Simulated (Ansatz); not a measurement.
K: energy above lowest point against volume scale

All results are calculated (Ansatz 0.2.0). Free energy against uniform scaling of the volume at fixed shape and fractions; periodic cell, basis, potentials, k mesh and filling as listed.

The cell before it is scaled or strained (space group Pm-3m, No. 221):
```
cell vectors (Å)
   4.3248     0.0000     0.0000
   0.0000     4.3248     0.0000
   0.0000     0.0000     4.3248
atoms (fractions of the cell vectors)
K   0.00000  0.00000  0.00000
```

Settings of every row: functional PBEsol; dispersion none; potentials PAW; wave cutoff 420 eV; density cutoff 1680 eV; k mesh 6x6x6; k shift 0x0x0; occupations fermi dirac; smearing width 0.05 eV; spin none.

Limits: coarse k mesh, up to 40 meV an atom off; minimum outside the range; the cell comes from a prototype or a list of computed structures and needn't be the stable phase.

| row | volume scale | V (Å³/atom) | energy above lowest point (meV/atom) |
| --- | --- | --- | --- |
| 1 | 0.9406 | 76.086 | 0 |
| 2 | 0.9703 | 78.488 | 0.8 |
| 3 | 1 | 80.891 | ? |
| 4 | 1.0297 | 83.293 | 5.7 |
| 5 | 1.0594 | 85.696 | 9.5 |

Question: what energy above lowest point should row 3 give?

Worked fit of energy above lowest point. Take u = (V_r/V)^(2/3) − 1 with V_r = 80.891 Å³ an atom, which is twice the finite (Eulerian) strain; such expansions in the strain, on which the Birch-Murnaghan equation of state is built, carry the rest volume and the bulk modulus. The shown rows have u = 0.04167, 0.02031, -0.01932, -0.03774. Least squares give energy above lowest point = 2.76 − 125.2 × u + 1418 × u² meV/atom; a straight line predicts inner rows, each left out in turn, worse (root mean square 1.3 against 0.0063 meV/atom). All shown rows lie on it to the printed digit. The withheld row has u = 0, so the fit gives 2.76 − 125.2 × (0) + 1418 × (0)² = 2.8 meV/atom.

The calculation gave 2.7 meV/atom. The fit lies 0.1 meV/atom (3.7 % of the value, 1.1 % of the column's range) above it, one unit of the last digit.
